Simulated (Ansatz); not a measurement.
**Calibrating HF/def2-TZVPP on Al-containing molecules**

The atomisation energy (no zero-point term) in kJ/mol of 7 Al-containing molecules: x at HF/def2-TZVPP, y at CCSD(T)/CBS estimate. Shapes, held fixed at every level: PBE0-D4/def2-TZVP. Flexible molecules stand in one conformer, not always the lowest. Programs: Ansatz 0.2.0.

| molecule | x (kJ/mol) | y (kJ/mol) |
| --- | --- | --- |
| AlH(CH3)2(SH2) | 3214 | 4267 |
| C2H9AlO (SMILES C[O+](C)[AlH3-]) | 3240 | 4349 |
| AlH(CH3)2(NH3) | 3585 | ? |
| C3H9AlO (SMILES CC(C)=[O+][AlH3-]) | 3810 | 5095 |
| C4H10Al2Cl4 (SMILES C[CH2][Al-]1([Cl])[Cl+][Al-]([Cl])([CH2]C)[Cl+]1) | 5730 | 7486 |
| C7H17AlO2 (SMILES C[O][Al-]([CH3])([CH3])[O+]1CCCC1) | 7910 | 10643 |
| C6H20Al2N2 (SMILES [CH3][AlH-]1[N+](C)(C)[AlH-]([CH3])[N+]1(C)C) | 8243 | 11111 |

**Question.** Fit y = c + s·x to the known rows and predict y for AlH(CH3)2(NH3).

**Answer.** 
1. Means of the 6 rows: x = 5357.83, y = 7158.5.
2. Σ(Δx)² = 26453277, Σ(Δx·Δy) = 35761432, so the slope is 35761432/26453277 = 1.3519.
3. Intercept: 7158.5 − (1.3519) × 5357.83 = -84.8. The largest residual of the fit is 176.
4. AlH(CH3)2(NH3): -84.8 + 1.3519 × 3585 = 4762 kJ/mol.

CCSD(T)/CBS estimate gives 4812 kJ/mol, so the prediction is off by -50 kJ/mol, within the largest residual. The largest residual belongs to C4H10Al2Cl4, which stands apart and tilts the line. Uncorrected, HF/def2-TZVPP misses it by -1227 kJ/mol, and the other rows by 1801 on average. The line removes about 100 % of this miss. Left out in turn, the other rows are missed by 83 kJ/mol on average. The CBS estimate extrapolates MP2 from def2-TZVPP and def2-QZVPP and adds CCSD(T) − MP2 in the triple-zeta set, cores frozen.

Hartree–Fock underbinds every molecule here, and the shortfall grows with the atomisation energy itself. Forming bonds pairs electrons that were unpaired in the separated atoms, and the correlation of these new opposite-spin pairs is what the mean-field treatment leaves out. Since both the binding and the missing correlation build up bond by bond, a slope of 1.3519 captures most of the error across molecules of similar bonding.

The chloride falls below the line because its correlation contribution is small relative to its Hartree–Fock binding. Each chlorine atom brings only one unpaired electron, its lone pairs are already paired in the free atom, and the polar Al–Cl bonds owe much of their strength to electrostatics, which Hartree–Fock describes well. All the other fitted molecules lie above the line, so the underestimate for the ammonia adduct probably reflects the chloride's pull at least as much as anything peculiar to the Al–N bond. Success for total atomisation energies does not establish comparable accuracy for the much smaller donor–acceptor binding energies.
